**Question: Why is this SnSe₂ curve lopsided, and can I use its bulk modulus?**

I scaled a cell of layered SnSe₂ up and down and got the energies and pressures below.

GPAW 26.7.0 plane-wave DFT for SnSe₂ (P-3m1): LDA without dispersion correction or spin polarisation, JTH PAW 2.0 potentials, 600 eV cutoff, 6×6×3 k mesh, Fermi–Dirac smearing of 0.05 eV. The given cell is scaled uniformly, with its shape and fractional positions fixed; energies are counted from the minimum of the fitted curve.

```tsv
volume (Å³/atom)	energy (meV/atom)	pressure (GPa)
24.18	32.01	6.110
24.70	15.89	4.160
25.21	5.72	2.430
25.73	0.72	0.890
26.24	0.43	-0.500
26.76	4.13	-1.730
27.27	11.66	-2.830
```

The fitted minimum is at 26.02 Å³/atom. The rows at 24.70 and 27.27 lie almost equally far from it, yet squeezing costs 15.89 meV/atom and stretching only 11.66. Why?

The two rows nearest the minimum also puzzle me. Their energies are almost the same, but one pressure is clearly positive and the other negative. And is 68 GPa the stiffness I should use for a real piece of this layered material?

**Answer**

The curve is lopsided because atoms resist being pushed together more steeply than they resist being pulled apart. Your calculation shortens or lengthens every distance in the crystal by the same fraction, and this uniform scaling decides what the 68 GPa means.

Start with what changes from row to row. The shape of the cell and the fractional positions of the atoms are fixed, so every length grows as the cube root of the volume $V$. The Sn–Se bond is 2.643 Å long in the row at 24.70 and 2.732 Å in the row at 27.27. The whole curve can therefore be described by one number, the relative change of length from the minimum at $V_0$:

$$u=(V/V_0)^{1/3}-1 .$$

**First limit: a perfect spring**

Suppose the crystal were a perfect spring in this length, with energy $E=\tfrac12 Cu^2$. Near the minimum $u$ changes with volume at the rate $1/(3V_0)$. The bulk modulus, $B=V\,d^2E/dV^2$, is then $B_0=C/(9V_0)$ at the minimum, and so

$$E=\tfrac92 B_0V_0u^2 .$$

Such a spring already explains part of the difference between your two rows. The compressed one is slightly further from the minimum in length, by 1.725 % against 1.575 %, and squaring these distances gives an energy ratio of about 1.2. The computed ratio is 15.89/11.66, or about 1.36. The remainder must come from the spring itself being uneven.

**What makes the spring uneven**

When atoms approach, their filled electron shells overlap and the repulsion rises steeply. When they move apart, the repulsion dies away quickly and leaves a weaker, more slowly varying attraction. This is the standard picture of binding, and a Morse curve puts it into a formula:

$$E=\tfrac92 B_0V_0\left(\frac{1-e^{-au}}{a}\right)^2\approx\tfrac92 B_0V_0\,u^2(1-au).$$

The number $a$ measures the unevenness. Compression means negative $u$, so the last bracket exceeds one and the energy rises above that of the spring. Expansion does the opposite.

The same number governs how the stiffness changes with pressure. To first order, the pressure is $P=-3B_0u$ and the bulk modulus is $B=B_0[1-3(1+a)u]$. Eliminating $u$ gives

$$B=B_0+(1+a)P .$$

A perfect spring, with $a=0$, would gain only 1 GPa of stiffness per GPa of pressure. That gain is pure geometry.

Your pressures show a much stronger effect. The stiffness, taken from the pressure difference between neighbouring rows, falls from about 93 GPa for the most compressed step to 58 GPa for the most expanded one. A straight line through the six steps gives $B_0=68.6$ GPa and a slope of 4.67, hence $a=3.67$. Most of the stiffening therefore comes from the uneven spring and not from geometry.

**The two rows, worked through**

Since 1 eV/Å³ is 160.2 GPa, $B_0$ is $68.6/160.2=0.428$ eV/Å³. The prefactor is then

$$\tfrac92\times0.428\times26.02\approx50.1\ \text{eV/atom}.$$

For the row at 24.70, $u=-0.01725$, and the perfect spring gives

$$50.1\times(0.01725)^2\approx0.0149\ \text{eV}=14.9\ \text{meV/atom}.$$

The uneven spring multiplies this by $1+3.67\times0.01725\approx1.063$, which brings it to about 15.9 meV/atom, as computed.

For the row at 27.27 the perfect spring gives 12.4 meV/atom. The correction now lowers the energy by about 6 %, to 11.7 meV/atom, again close to the computed value. The unevenness thus adds about 6 % on one side and removes about 6 % on the other. Together with the unequal distances from the minimum, this gives the difference you noticed. Because the relative correction is $au$, it grows in proportion to the change of length.

The energies of these rows were not used to find $B_0$ or $a$, but their pressures were, and $V_0$ comes from the energy fit to all seven rows. As pressure is itself the slope of the energy, the agreement shows that one uneven spring describes the whole path well. In relative terms the row at 26.24 fits worst, with 0.39 meV/atom predicted against 0.43 computed. It does not show where the unevenness comes from: the overlap of filled shells is the standard explanation, not a result of these runs. The program output below shows that a perfect spring does clearly worse, even when its stiffness and minimum are fitted freely to all seven energies.

**The two rows near the minimum**

The rows at 25.73 and 26.24 lie on opposite sides of the minimum. Energy depends on the square of the distance from it, so the energy rises on both sides and is still small in these two rows. Pressure depends on the distance itself and changes sign, from 0.89 to −0.50 GPa. A negative pressure means that the crystal would have to be pulled outwards to hold that volume.

There is one real blemish here. Added up over the whole range, the listed pressures imply an energy difference of 21.9 meV/atom between the first and last rows, whereas the energies differ by 20.4. On average the pressures are too high by about 0.08 GPa relative to the energies, for a reason that these runs do not settle. This hardly matters at the ends of the curve, but it moves the point of zero pressure from 26.02 to about 26.06 Å³/atom. Your runs ended without warnings, but their k mesh and cutoff are usual working values and were not raised to see whether this mismatch shrinks. The makers of the data also caution, from tests on other systems and not from these runs, that the outside data set for the atoms was cut short. Whether that matters for SnSe₂ was not tested.

**Second limit: rigid layers**

For your last question, imagine the opposite kind of compression. Each Se–Sn–Se layer stays rigid, and only the gap between layers closes. In the starting cell this gap, measured between the planes of Se nuclei, is 3.08 Å wide. Removing 6 % of the volume in this way would close it by 0.37 Å and leave every Sn–Se bond untouched.

Your calculation closes the gap by only 0.06 Å for the same loss of volume. The rest comes from shrinking the layers themselves, which shortens the strong Sn–Se bonds from 2.679 to 2.624 Å. The 68 GPa is therefore the stiffness of a crystal whose bonds are forced to share the compression equally with the soft gap.

A real layered crystal under even pressure is free to choose the cheaper way and is expected to give mostly between its layers at first. Theory also suggests the direction of the error. At each volume, a cell that may change its shape and atomic positions has an energy no higher than one that may not. If the two curves touch at the relaxed minimum, the relaxed one cannot be the more sharply curved there, so its bulk modulus cannot be the larger. Your runs kept the given shape and did not test whether the curves touch, so the argument is a guide here and not a proof.

For design work, 68 GPa would thus probably make the material look too stiff. The runs also hold the atoms still at each volume, which leaves out zero-point and thermal motion, and these usually soften a crystal further. A usable value needs the shape and the atomic positions relaxed at each volume. It also needs a check on the attraction between layers, because LDA has no proper description of van der Waals forces and often gets layer spacings right only through a cancellation of errors.

Output of the analysis:

```
fit of stiffness on 6 rows: constant 68.64 +/- 0.16, coefficient of pmid 4.672 +/- 0.058; rms 0.295, worst 26.24 -0.641, leave-one-out rms 0.393
fit of energy on 7 rows: constant -0.2553 +/- 0.25, coefficient of strain -51.41 +/- 16, coefficient of strain**2 52672 +/- 1105; rms 0.338, worst 24.7 0.415, leave-one-out rms 0.901
Rows (stiffness is for the step from the row above):
    row  bond_A  length_strain_percent  stiffness_GPa  spring_meV  Morse_meV  energy_meV
  24.18   2.624                 -2.412            n/a       29.19      31.92       32.01
   24.7   2.643                 -1.725          92.62       14.93      15.91       15.89
  25.21   2.661                 -1.047          83.91       5.502      5.718        5.72
  25.73   2.679                -0.3786          76.23      0.7192     0.7293        0.72
  26.24   2.697                 0.2811          70.19      0.3965     0.3924        0.43
  26.76   2.714                 0.9323          63.35       4.361      4.214        4.13
  27.27   2.732                  1.575          57.75       12.45      11.75       11.66
rms miss of the harmonic spring from pressures in meV/atom: 1.17
rms miss of the Morse curve from pressures in meV/atom: 0.06084
stiffness of first step over stiffness of last step: 1.604
work from listed pressures in meV/atom: 21.86
energy difference of first and last row in meV/atom: 20.35
mean excess of listed pressure in GPa: 0.07831
volume of zero listed pressure by linear interpolation in A3/atom: 26.06
slab thickness between outer Se planes in A: 3.057
gap between Se planes of neighbouring slabs in A: 3.079
gap closure on this path for 6 percent less volume in A: 0.06286
gap closure if rigid slabs took up the same volume change in A: 0.3682
bond length at the path minimum less given bond length in A: 0.01018
```
